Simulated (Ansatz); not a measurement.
S: energy above lowest point against volume scale

All results are calculated (Ansatz 0.2.0). Free energy against uniform scaling of the volume at fixed shape and fractions; periodic cell, basis, potentials, k mesh and filling as listed.

The cell before it is scaled or strained (space group Fm-3m, No. 225):
```
cell vectors (Å)
   0.0000     1.9944     1.9944
   1.9944     0.0000     1.9944
   1.9944     1.9944     0.0000
atoms (fractions of the cell vectors)
S   0.00000  0.00000  0.00000
```

Settings of every row: functional PBEsol; dispersion D3(BJ)+ATM; potentials PAW; wave cutoff 500 eV; density cutoff 2000 eV; k mesh 10x10x10; k shift 0x0x0; occupations fermi dirac; smearing width 0.01 eV; spin none; SCF threshold exponent -7.

Limits: coarse k mesh, up to 40 meV an atom off; minimum outside the range; the cell comes from a prototype or a list of computed structures and needn't be the stable phase.

| row | volume scale | V (Å³/atom) | energy above lowest point (meV/atom) |
| --- | --- | --- | --- |
| 1 | 0.92 | 14.597 | 0 |
| 2 | 0.9467 | 15.02 | 7.7 |
| 3 | 0.9733 | 15.442 | 22.1 |
| 4 | 1 | 15.866 | ? |
| 5 | 1.0267 | 16.29 | 67.1 |
| 6 | 1.0533 | 16.712 | 96.2 |
| 7 | 1.08 | 17.135 | 128.8 |

Question: what energy above lowest point should row 4 give?

Worked fit of energy above lowest point. Take u = (V_r/V)^(2/3) − 1 with V_r = 15.866 Å³ an atom, which is twice the finite (Eulerian) strain; such expansions in the strain, on which the Birch-Murnaghan equation of state is built, carry the rest volume and the bulk modulus. The shown rows have u = 0.05715, 0.03721, 0.01822, -0.01743, -0.03404, -0.05. Least squares give energy above lowest point = 42.14 − 1269.5 × u + 9296 × u² meV/atom; a straight line predicts inner rows, each left out in turn, worse (root mean square 9.9 against 0.078 meV/atom). The rows lie off it by 0.1, -0.1, 0.0, 0.0, 0.1, -0.1. The withheld row has u = 0, so the fit gives 42.14 − 1269.5 × (0) + 9296 × (0)² = 42.1 meV/atom.

The calculation gave 42.2 meV/atom. The fit lies 0.1 meV/atom (0.078 % of the column's range) below it, one unit of the last digit.
